Band levels of Ti3SnO8 (rutile-type, 12-atom cell, space group Cmmm) at named k points, from the valence top of each level of theory; v1 is the highest filled band, c1 the lowest empty one. The cheaper level is PBE (6×6×4 k mesh), the costlier HSE06 (4×4×4). Both were run with Ansatz 0.2.0, plane-wave PAW, 420 eV cutoff and no spin polarisation, on the same r2SCAN-relaxed cell.

| point name | band v2, cheaper level (eV) | band v1, cheaper level (eV) | band c1, cheaper level (eV) | band c2, cheaper level (eV) | band v2, costlier level (eV) | band v1, costlier level (eV) | band c1, costlier level (eV) | band c2, costlier level (eV) |
| --- | --- | --- | --- | --- | --- | --- | --- | --- |
| Gamma | -0.570 | 0.000 | 1.765 | 2.389 | -0.561 | 0.000 | 3.363 | 4.025 |
| Y | -0.934 | -0.690 | 1.851 | 2.595 | -1.006 | -0.741 | 3.460 | 4.184 |
| Z | -0.640 | -0.391 | 2.177 | 2.359 | -0.667 | -0.413 | 3.750 | 3.974 |
| A_0 | -0.949 | -0.685 | 2.421 | 2.583 | -1.037 | -0.651 | 4.056 | 4.264 |
| S | -0.784 | -0.700 | 2.094 | 2.419 | -0.830 | -0.718 | 3.637 | 4.018 |
| R | -0.823 | -0.635 | 2.419 | 2.489 | -0.832 | -0.683 | 4.002 | 4.079 |

A band calculation for an oxide like this one is asked two different things: how far apart the filled and empty bands lie, and what shape they have. Judged by HSE06, PBE fails on the first and does well on the second. Its gap at Gamma, the centre of the Brillouin zone, is 1.765 eV, while HSE06 gives 3.363 eV. Yet the six c1 levels keep their order and nearly their spacing from one k point to the next, and in c2 the only levels that trade places are two pairs that PBE puts within 0.03 eV of each other.

The columns show this directly. The two lowest empty bands, c1 and c2, rise by 1.54 to 1.68 eV at all six points. The two highest filled bands, v1 and v2, move by less than 0.1 eV against the valence top, mostly downwards: their mean depth grows by about 3 % and 5 %. The step between the levels of theory is therefore almost the same everywhere, as if the empty bands had been lifted in one piece.

The lift comes from the way each level treats exchange. In PBE, filled and empty states feel the same local potential, in which an electron still partly repels itself; gaps of oxides come out too small as a rule. HSE06 replaces a quarter of the short-range exchange by the exact form. This removes part of the self-repulsion of a filled state and lowers it. An empty state has no such term: it gives up part of the PBE exchange attraction, gets less back from the exact form, and ends up higher. On the program's internal energy scale, taken here as common to both runs, the valence top falls by 1.05 eV and the lowest empty level rises by 0.55 eV. If that scale is indeed common, which was not checked, the larger part of the step is a fall of the filled states; the table hides any such fall by counting from the valence top.

That the lift is so even also has a plausible reason. Short-range exchange depends mainly on which atoms an orbital sits on, and much less on how its phase runs from cell to cell, which is what the k point sets. Bands built from similar orbitals should then shift alike at every k point. The orbital make-up of these bands was not analysed, so this remains an argument. The numbers agree with it, apart from the slight deepening of the filled bands. In an oxide with a filled, compact d shell near the valence bands, such as zinc oxide, that shell sinks further than the oxygen states, and a single shift no longer serves all filled bands.

This suggests a simple recipe: take the PBE bands and add the gap step at Gamma, 1.60 eV, to the levels of the two lowest empty bands. For c1 at S the estimate is 2.094 + 1.598 = 3.692 eV, against 3.637 eV from HSE06. S was not used to get the shift, and it is the worst case for c1. Over the eleven empty levels other than the one that set the shift, the typical (root-mean-square) miss is 0.04 eV and the largest 0.08 eV. Multiplying the PBE levels by the ratio of the two gaps would be a poor substitute, with errors of up to 0.76 eV.

Whether PBE is good enough thus depends on the purpose. A photon with the PBE gap energy has a wavelength of about 700 nm, at the red end of the visible range; with the HSE06 gap it is about 370 nm, in the near ultraviolet. PBE would suggest a dark material that can absorb most visible light, HSE06 one that may be nearly colourless. The actual onset of absorption also depends on electron–hole attraction, on temperature and on whether the transition at Gamma is allowed, none of which is included here.

HSE06 is expected to be the better choice for the gap, but it too can miss a measured gap by a few tenths of an eV, because its share of exact exchange is the same for every material. The table has no measured value, and this ordered crystal is hypothetical. Both levels also use the same r2SCAN cell, so the step of 1.60 eV contains no change of geometry. Letting each method relax its own cell would change both gaps by an amount that was not calculated.

Below about 0.1 eV, neither level of theory should be trusted here without a further test. PBE puts the direct gap at Y 0.03 eV below that at Z, and HSE06 puts it 0.04 eV above. The two runs used different k meshes, and how the levels change with the mesh was not checked. At A_0 the spacing of v1 and v2 grows by 0.12 eV, while elsewhere it changes by at most 0.04 eV; the cause is open. It is the only one of the six points not exactly on the HSE06 mesh. It lies so close to a mesh point that the bands themselves cannot differ, but how the program evaluates a hybrid level off the mesh was not checked.

The mesh also governs the price. On the plane-wave grid, PBE exchange acts on an orbital through one local potential, but exact exchange pairs it with each of 49 filled bands at each of 64 mesh points, over three thousand terms. Going from the 4×4×4 to the 6×6×4 mesh would multiply that exchange work by about four: each orbital meets 144 mesh points instead of 64, and the points that symmetry leaves distinct grow from 21 to 39. These are counts of operations, not run times, but they show where the effort goes.

For this oxide, then, the sensible division of labour is to run HSE06 once on a modest mesh for the gap, and to use PBE with its two lowest empty bands lifted by that step wherever many k points are needed. The recipe holds to about 0.1 eV for each of the four levels around the gap at the six points tested; in a transition the misses of two levels can add, to 0.17 eV from v2 to c2 at A_0. All six points lie at the centre or the boundary of the zone, so points in between and band curvatures remain untested. A question that turns on finer differences needs at least HSE06 itself, repeated on a denser mesh.
